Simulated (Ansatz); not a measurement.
**Ta3Ru: Grüneisen parameters and expansion**

All numbers below come from DFT LDA, scalar-relativistic, plane waves, PAW in Ansatz 0.2.0. Plane waves to 420 eV; Γ-centred k mesh 12×12×12; Fermi-Dirac smearing of 0.15 eV. No spin polarisation. Phonons by linear response, acoustic sum rule imposed.

Relaxed structure:
```cif
data_structure
_symmetry_space_group_name_H-M 'Fm-3m'
_symmetry_Int_Tables_number 225
_cell_length_a 6.3471
_cell_length_b 6.3471
_cell_length_c 6.3471
_cell_angle_alpha 90.000
_cell_angle_beta 90.000
_cell_angle_gamma 90.000
_cell_volume 255.70
loop_
_atom_site_label
_atom_site_type_symbol
_atom_site_symmetry_multiplicity
_atom_site_Wyckoff_symbol
_atom_site_fract_x
_atom_site_fract_y
_atom_site_fract_z
_atom_site_occupancy
Ta1 Ta 8 c 0.25000 0.75000 0.75000 1
Ta2 Ta 4 b 0.50000 0.00000 0.00000 1
Ru1 Ru 4 a 0.00000 0.00000 0.00000 1
```

In a metal, frequencies depend on the k mesh and the smearing, soft modes most. Spin–orbit coupling is left out, which can shift energies with elements as heavy as these.

Phonons on a 2×2×2 q mesh at 0.98, 1 and 1.02 times the equilibrium volume give γ = −d ln ν/d ln V, modes matched by rank. The cell has V = 63.93 Å³ with 4 atoms and B = 254 GPa. Points of the mesh (fractions of the reciprocal vectors) with their weights out of 8; the acoustic modes at Γ are left out:

```
               q weight  ν (cm⁻¹)     γ  degeneracy
  0.00 0.00 0.00       1       163  1.90           3
  0.00 0.00 0.00       1       187  2.06           3
  0.00 0.00 0.00       1       192  1.79           3
 0.00 0.00 -0.50       4       108  1.54           2
 0.00 0.00 -0.50       4       121  1.43           2
 0.00 0.00 -0.50       4       143  1.53           1
 0.00 0.00 -0.50       4       154  1.35           1
 0.00 0.00 -0.50       4       176  2.53           1
 0.00 0.00 -0.50       4       183  1.57           1
 0.00 0.00 -0.50       4       194  2.07           2
 0.00 0.00 -0.50       4       194  2.08           2
0.00 -0.50 -0.50       3       107  2.00           2
0.00 -0.50 -0.50       3       122  1.76           2
0.00 -0.50 -0.50       3       123  1.74           1
0.00 -0.50 -0.50       3       154  1.49           2
0.00 -0.50 -0.50       3       160  1.68           1
0.00 -0.50 -0.50       3       187  1.65           1
0.00 -0.50 -0.50       3       200  1.81           1
0.00 -0.50 -0.50       3       209  2.36           2
```

**Question.** Work out the volume expansion coefficient at 50, 100, 300 and 800 K in Grüneisen's theory.

**Answer.** Each mode holds c = k_B x² eˣ/(eˣ − 1)², x = hcν/k_BT (k_B = 0.695 cm⁻¹/K). Weighted over the mesh, C_V = Σ c, γ̄ = Σ cγ/C_V and α_V = γ̄ C_V/(BV):
| T (K) | C_V (k_B a cell) | γ̄ | α_V (10⁻⁶/K) |
| --- | --- | --- | --- |
| 50 | 2.91 | 1.73 | 4.3 |
| 100 | 7.66 | 1.78 | 11.6 |
| 300 | 11.06 | 1.81 | 17.0 |
| 800 | 11.54 | 1.81 | 17.7 |

The classical limit of C_V is 3n = 12 k_B, less the 3/8 k_B of the three modes left out, which leaves C_V and α_V about 3 % low even at high temperature. All γ are positive, so the crystal expands at every temperature. For a cubic crystal the linear coefficient is a third of α_V. A mesh this coarse misses long acoustic waves, so the low-temperature rows are rough; B and γ are held at their static values, and the electrons' part is left out.

**Question.** The zero-point energy of the cell, summed on a denser interpolated mesh, is 119.420, 115.130 and 110.927 meV at the three volumes. How far does it expand the lattice at 0 K?

**Answer.** P_zp = −dE_zp/dV = 8.493 meV / (2.557 Å³) × 0.16022 GPa Å³/meV = 0.532 GPa, so ΔV/V = P_zp/B = 0.21 %. This share is taken off a measured low-temperature volume before it is compared with a static calculation.

The rise of α_V from 4.3 to 17.7 × 10⁻⁶/K is almost entirely a heat-capacity effect, since γ̄ moves only from 1.73 to 1.81. The heavy atoms keep every listed frequency at or below 209 cm⁻¹, so the modes are nearly classical by 300 K and the expansion levels off. Its modest size reflects a large bulk modulus, as expected for cohesion from a roughly half-filled d band, where mostly bonding states are occupied. The same stiffness, together with the heavy masses, keeps the zero-point expansion small.

The slight increase in γ̄ arises because several of the softest modes, at 108 and 121 cm⁻¹, have low γ, whereas some of the hardest exceed 2. This is no general rule: the mode at 107 cm⁻¹ has γ = 2.00, and the largest value, 2.53, belongs to one at 176 cm⁻¹. Volume sensitivity therefore probably depends on which bonds a displacement pattern strains, not on frequency alone. The positive frequencies show no instability at the sampled wavevectors, but do not establish that this ordering is favoured over competing Ta–Ru arrangements.
